The question for these notes: triangulene (C22H12) and tetramethyleneethane (TME, C6H8) each have two Hückel levels at E = α. If I change one atom, one bond or one contact, which changes move these levels, in which direction and by how much? I predict from the non-bonding coefficients first and diagonalise afterwards.

Conventions. One 2p orbital per centre, overlap neglected, E = α + xβ with β < 0, so x > 0 is bonding and a positive shift of x lowers the level. A changed atom has α_r = α + hβ, a changed bond kβ. For energies I take β = −0.43 aJ (about 2.7 eV), a typical graphene-like value; all energies below are the model's.

1. The tools

In an alternant every bond joins a starred to an unstarred atom, so the adjacency matrix holds only a block B (n* rows, n° columns) and its transpose. At x = 0 the secular equations separate into Bᵀa = 0 and Bb = 0. A non-bonding orbital (NBMO) can therefore be put on one set, with Σ_r k_rs a_r = 0 round every atom s of the other set; for equal bonds this is the plain zero sum. There are n* − rank B solutions on one set and n° − rank B on the other, N − 2 rank B in all. A non-zero minor of order m needs a non-zero term in its determinant, and such a term is a set of m bonds with no atom in common. So rank B ≤ T, the maximum number of double bonds in one structure, and at least N − 2T levels lie at α (Longuet-Higgins, 1950). Since T ≤ min(n*, n°), N − 2T ≥ |n* − n°|. It is a lower bound: cyclobutadiene has N − 2T = 0 and two zero levels.

The other levels come in pairs ±x with equal squared coefficients. In an odd alternant with one NBMO, completeness then gives Σ(bonding) c_r² = (1 − a_r²)/2, hence q_r = 1 − a_r² in the cation and 1 + a_r² in the anion.

2. Reference systems

Triangulene. I label the 10 minority atoms by non-negative integers (i,j,l) with sum 3 and the 12 majority atoms by those with sum 4, the three corners such as (4,0,0) left out. A minority atom is bonded to the labels reached by raising one index by 1. The majority atoms in rows of fixed l, with i falling, are A1–A3, A4–A7, A8–A10, A11–A12. A5, A6, A9 are interior; A2, A8, A10 are mid-edge CH; the other six are CH next to a corner. The three corner CH and the central carbon are minority atoms. T = 10 and N − 2T = 2.

The zero sum fixes each row from the one below. With a bottom row p1, p2, p3 the missing top corner would carry 4p1 + 6p2 + 4p3, which must vanish. Two orthogonal solutions:
ψa = (1, 0, −1; −1, −1, 1, 1; 2, 0, −2; −2, 2)/√22
ψs = (3, −4, 3; −3, 1, 1, −3; 2, −2, 2; 0, 0)/√66
The weight of the pair on atom r, P_r = a_r² + s_r², does not depend on the basis: 8/33 mid-edge, 2/11 next to a corner, 2/33 interior, zero on the minority set. The nearest other levels are x = ±0.863, with x² the smallest root of f(λ) = λ³ − 10λ² + 23λ − 12, the fully symmetric factor of BᵀB.

TME. C1 and C3 hang on C2, C4 and C6 on C5, and C2–C5 is the central bond. Starred are 1, 3, 5, so n* = n° = 3 and the difference predicts nothing. But every bond touches C2 or C5, so T = 2 and N − 2T = 2. The NBMOs are φL = (1 − 3)/√2 and φR = (4 − 6)/√2, one on each set, with no atom in common. The levels are x = ±2, ±1, 0, 0.

3. Change one: h on a majority atom of triangulene

Reasoning. The perturbation has rank one. The combination of ψa and ψs with a node at r remains an exact eigenvector at x = 0 for any h. The orthogonal one carries all the weight and moves by hP_r, downward in energy for an electronegative atom (h > 0). For the next order I use h G_rr(x) = 1 with G_rr = Σ_k c_kr²/(x − x_k). Pairing makes G_rr odd in x, so G_rr = P/x − Sx + …, S = Σ c_kr²/x_k² over the non-zero levels, and
x ≈ hP(1 − h²PS).
There is no h² term, and the first-order value overshoots.

Calculation. Reducing BᵀB by the threefold symmetry gives for A2 the equation x = hΦ(x²) with
Φ(λ) = 1 + (2/3)[(λ² − 5λ + 6)/f(λ) + (2λ − 7)/(λ² − 7λ + 11)],
Φ(0) = 8/33 and S = −Φ′(0) = 2221/4356. The other sites go the same way. I take h = 0.5, typical for a pyridine-type nitrogen in place of CH, and k = 1; at A5 it is only a probe.

site | hP | S | third order | exact
A2 | 0.1212 | 0.510 | 0.1175 | 0.1176
A1 | 0.0909 | 0.498 | 0.0889 | 0.0889
A5 | 0.0303 | 0.557 | 0.0300 | 0.0301

Sign and order hold, and first order is 3 % high at worst. The pair is split by 0.051 aJ for nitrogen at A2.

4. Change two: h on the central atom

Reasoning. Both NBMOs vanish there, so the shift is zero to all orders. For any finite h an x = 0 vector still needs Bb = 0, so b = 0 since rank B = 10, and then Bᵀa = 0: the same two solutions and no third. Scaling the three central bonds by a common k ≠ 0 multiplies one zero-sum condition by k and changes nothing. No other level can reach α, so only the filling changes: a central nitrogen (23 π electrons) puts three electrons in the pair, a central boron (21) leaves one. What does move is the symmetric level at x = −0.863, whose weight on the centre is 0.171. With h = 1.5, typical for a two-electron nitrogen, and k kept at 1, first order puts it at −0.863 + 0.257 ≈ −0.607.

Calculation. The condition is h x(λ² − 7λ + 8) = f(λ) with λ = x², and its root is x = −0.596. The pair stays at zero, and the gap above it shrinks from 0.863 to 0.596 in units of |β|.

5. Change three: one carbon taken out of the π system

This is CH → CH2, the limit of infinite h. Reasoning by counting: removing A2 leaves sets of 11 and 10, T = 10, N − 2T = 1; removing a corner CH leaves 12 and 9, T = 9, N − 2T = 3. The same chemical step lowers or raises the count according to the set. Diagonalising the two 21-centre matrices gives exactly one and exactly three zero levels.

Without A2 the survivor must have had a node there, so it is ψa unchanged. The ion charges follow with no further work: q = 1 ∓ 4/22 on A8, A10, A11, A12, that is 0.818 in the cation and 1.182 in the anion; q = 1 ∓ 1/22 on A1, A3, A4–A7, that is 0.955 and 1.045; q = 1 on A9 and on every minority atom. Summing 2c² over the ten bonding orbitals returns the cation values. The largest charges sit on the two untouched edges, away from the altered carbon.

6. Change four: bonds in TME

Twist. Let the central bond be k = cos θ. Both NBMOs vanish on C2 and C5, and T cannot exceed 2 whatever k is, so I expect no shift. The level at x = 1 has c2 = −c5 and c2² = 1/6, antibonding across the bond, so dx/dk = 2c2c5 = −1/3 and twisting lowers its energy: 1.098 at 45° and 1.333 at 90°. The determinant is x²[x⁴ − (4 + k²)x² + 4], and the level is x = [√(k² + 8) − k]/2, which is 1.104 at 45° and 1.414 at 90°, the allyl value. The zeros stay.

Unequal allyl bonds. With k12 = 1 + δ and k23 = 1 − δ the count is unchanged and the level stays at α, but the weighted sum gives a1/a3 = −(1 − δ)/(1 + δ). Weight flows to the more weakly bonded terminus: a3² = (1 + δ)²/(2 + 2δ²) ≈ 1/2 + δ. For δ = 0.1 the estimate is 0.6, and the exact weights are a3² = 0.599 and a1² = 0.401.

7. Change five: a new contact in TME

Reasoning. In the planar molecule C1 faces C4 and C3 faces C6. A hopping tβ between C1 and C4 joins a starred to an unstarred atom, so pairing survives and n* − n° is still zero, but 1–4, 2–3, 5–6 is now a set of three disjoint bonds. T = 3, the bound drops to zero, and the pair should open symmetrically to x = ±a1a4 t = ±t/2. Both contacts together add with the same sign, ±t.

Calculation. One contact gives x⁶ − (5 + t²)x⁴ + (3t² − 2t + 4)x² − t² = 0, so for small t x ≈ ±(t/2)(1 + t/4). For an illustrative t = 0.05 the root is ±0.0253 against 0.025. For t = 1, a full bond that closes a four-membered ring (3,4-dimethylenecyclobutene), it is ±0.555 against 0.5. With both contacts φL ± φR are exact eigenvectors at x = ±t. A contact within one set behaves differently: tβ between C1 and C3 breaks alternancy and sends φL to x = 2a1a3 t = −t exactly, upward in energy, leaving φR alone.

Triangulene has no counterpart of the first case. Its zeros come from 12 − 10, and no pattern of starred–unstarred hopping can raise rank B above 10.

8. Neglected terms of the same size

Second-neighbour hopping t′β. On the majority set it is t′(BBᵀ − D), D being the diagonal matrix of coordination numbers. Since Bᵀa = 0, each NBMO of triangulene moves in first order by −t′⟨D⟩ = −(23/11)t′, because 1/11 of each lies on interior atoms with three neighbours and the rest on atoms with two. A typical t′ of up to 0.1 gives −0.209, larger than any entry in the table. It is the same for ψa and ψs with no cross term, so it spoils absolute positions and, in first order, leaves the splittings alone.

Electron repulsion. I add an on-site U and freeze the two orbitals. For triangulene Σ a_r²s_r² = 70/1452 and Σ a_r⁴ = Σ s_r⁴ is three times that, so K = 0.0482 U, and two electrons in the same NBMO cost 3K. Measured from the triplet, the open-shell singlet lies at 2K. With nitrogen at A2 the mirror keeps it apart from the two closed shells, which lie at 3K ∓ Δ and are coupled by K, Δ being the splitting. The lowest singlet is at 3K − √(Δ² + K²), which is 2K at Δ = 0 and crosses the triplet at Δ = √8 K = 0.136 U. With a typical U = 1.4|β|, K = 0.0675|β|. The gap is 0.135|β| = 0.058 aJ in the parent and, for Δ = 0.1176|β|, 0.067|β| = 0.029 aJ. So the model predicts that one mid-edge nitrogen halves the gap and keeps the triplet, as long as U exceeds 0.86|β|. Freezing is tolerable, since h moves only h²PS = 0.031 of the weight of ψs off the majority set. As typical knowledge, correlated estimates put the parent gap near 0.08 to 0.1 aJ, so the model's value is low by roughly a third; a larger K would make the triplet more resistant and the relative drop smaller.

For TME the disjoint orbitals give K = 0, and two electrons on one allyl unit cost U Σ a_r⁴ = U/2. With both contacts, τ = t|β|, the covalent singlet mixes with the symmetric ionic one through 2τ and falls below the triplet by √(U²/16 + 4τ²) − U/4, which is 0.0140|β| = 0.006 aJ for t = 0.05. The direction is that of Lieb's theorem (1989) for the half-filled alternant Hubbard model, S = |n* − n°|/2, which gives S = 0 for TME and S = 1 for triangulene. The size I do not trust: the singlet of planar TME is typically put of order 0.02 aJ below the triplet, about three times the model's figure, and spin polarisation of the doubly occupied orbitals, which the frozen pair omits, has to supply a part at least as large as the contact term.